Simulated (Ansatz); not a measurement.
BiMo: formation energy and pressure as volume per atom varies

Results calculated with Ansatz 0.2.0, not measured. Plane-wave density functional theory, PAW datasets, Gaussian smearing 0.05 eV: one cell in which all forces lie under 0.002 eV/angstrom; stress (xx yy zz yz xz xy) and pressure positive in compression; site moments are of spin alone; formation energy from the elements run alike, uncorrected.

Cell of the first row (space group F-43m, No. 216):
```
CELL_PARAMETERS angstrom
0.00000 2.81450 2.81450
2.81450 0.00000 2.81450
2.81450 2.81450 0.00000
ATOMIC_POSITIONS crystal
Mo 0.00000 0.00000 0.00000
Bi 0.25000 0.25000 0.25000
```

Settings of every row: paw set soft_2; functional PBEsol; spin treatment none; moment partition spheres; spin axis none; wave cutoff 420 eV; k mesh 10x10x10; SCF start atoms; lower state search light; symmetry use detected.

Atom first moment, atom hubbard u: 0 on all atoms.

Limits: formation energy without spin-orbit coupling on heavy elements; the cell comes from a prototype or a list of computed structures and needn't be the stable phase.

```csv
row,volume per atom (Å³),formation energy (eV per atom),pressure (GPa),energy above relaxed cell (meV per atom)
1,22.295,2.613,43.43,802.56
2,24.97,2.0925,20.99,281.98
3,27.967,1.8498,6.40,39.33
4,28.877,1.8225,3.34,12
5,29.479,1.8134,1.58,2.88
6,30.08,1.8105,0.00,0
7,30.194,1.8106,-0.28,0.1
8,30.682,?,?,?
9,31.284,1.821,-2.67,10.48
```

Question: what formation energy and pressure should row 8 give?

Worked fit of formation energy. Take u = (V_r/V)^(2/3) − 1 with V_r = 29.178 Å³ an atom, which is twice the finite (Eulerian) strain; such expansions in the strain, on which the Birch-Murnaghan equation of state is built, carry the rest volume and the bulk modulus. The shown rows have u = 0.19646, 0.10941, 0.02866, 0.00694, -0.00682, -0.02009, -0.02256, -0.0454. Least squares give formation energy = 1.81712 + 0.66121 × u + 16.5927 × u² + 3.37 × u³ eV per atom; a parabola predicts inner rows, each left out in turn, worse (root mean square 0.0018 against 4.1e-05 eV per atom). All shown rows lie on it to the printed digit. The withheld row has u = -0.03295, so the fit gives 1.81712 + 0.66121 × (-0.03295) + 16.5927 × (-0.03295)² + 3.37 × (-0.03295)³ = 1.8132 eV per atom.

The calculation gave 1.8132 eV per atom. The fit meets it to the printed digit.

Worked fit of pressure. Take u = (V_r/V)^(2/3) − 1 with V_r = 29.178 Å³ an atom, which is twice the finite (Eulerian) strain; such expansions in the strain, on which the Birch-Murnaghan equation of state is built, carry the rest volume and the bulk modulus. The shown rows have u = 0.19646, 0.10941, 0.02866, 0.00694, -0.00682, -0.02009, -0.02256, -0.0454. Least squares give pressure = 2.436 + 127.705 × u + 346.62 × u² + 333.1 × u³ GPa; a parabola predicts inner rows, each left out in turn, worse (root mean square 0.19 against 0.033 GPa). The rows lie off it by 0.00, 0.00, 0.01, 0.00, 0.00, -0.01, -0.01, 0.01. The pressure vanishes at u = -0.0202, or V = 30.08 Å³ an atom, and there the bulk modulus at fixed shape and fractions is B = −V dP/dV = (2/3)(1 + u) dP/du = 74.6 GPa. The withheld row has u = -0.03295, so the fit gives 2.436 + 127.705 × (-0.03295) + 346.62 × (-0.03295)² + 333.1 × (-0.03295)³ = -1.41 GPa.

The calculation gave -1.41 GPa. The fit meets it to the printed digit.

The other values of row 8: energy above relaxed cell 2.73 meV per atom.
